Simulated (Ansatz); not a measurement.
# Ligand exchange: C2H6 + GeH2(SH)2 → CH4S + GeH2(CH3)(SH)

Gas-phase species: C2H6 (ethane) `CC`, singlet; GeH2(SH)2, singlet; CH4S (methanethiol) `CS`, singlet; GeH2(CH3)(SH), singlet. The partners trade CH3 for SH: C–CH3 and Ge–SH bonds give way to C–SH and Ge–CH3.

Shapes, held fixed at every level: PBE0-D4/def2-TZVP. Flexible molecules stand in one conformer, not always the lowest. Programs: Ansatz 0.2.0. The zero-point and thermal change to 298 K, harmonic and unscaled (PBE0-D4/def2-TZVP), is -3.9 kJ/mol.

```csv
level,kind,ΔH(298 K) (kJ/mol),less CCSD(T)/def2-TZVPP
HF/def2-SVP,Hartree–Fock,+74.8,+13.2
PBE-D4/def2-TZVPP,GGA,+65.5,+3.9
r2SCAN-D4/def2-TZVPP,meta-GGA,+66.0,+4.4
wB97M-V/def2-TZVPP,range-separated hybrid,+62.2,+0.6
wB97X-V/def2-TZVPP,range-separated hybrid,+61.6,0.0
MP2/def2-SVP,perturbation theory,+75.4,+13.8
CCSD/def2-SVP,coupled cluster or CI,+74.9,+13.3
CCSD(T)/def2-TZVPP,coupled cluster or CI,+61.6,0.0
```

The highest level, CCSD(T)/def2-TZVPP, gives ΔH(298 K) = +61.6 kJ/mol; the levels span +61.6 to +75.4. The column of differences is taken from that level and isn't an error. No measured value is set beside it here. Relativity is left out for Ge. Outer-core shells of Ge are correlated, in sets that cover them unevenly.

The exchange is clearly endothermic at every level, so methyl favours carbon and thiolate favours germanium. The thermal term is small, which places the preference in the electronic bond energies. Germanium is more electropositive than carbon, so its bond to sulfur gains polar stabilisation that the nearly nonpolar C–S bond lacks. The compact, well-overlapping C–C bond is also lost in exchange for a Ge–C bond built from more diffuse germanium orbitals. The polarity of Ge–C probably recovers only part of this cost.

The values divide by basis set more than by treatment of correlation. Hartree–Fock, MP2 and CCSD nearly coincide in def2-SVP, which suggests that correlation contributions largely cancel between the two sides. The lower CCSD(T) value therefore probably owes more to the larger basis than to the triples, though no pair of rows separates the two. With two molecules on each side, the entropy change should be modest, so equilibrium probably favours the reactants, but the enthalpy says nothing about the barrier to exchange.
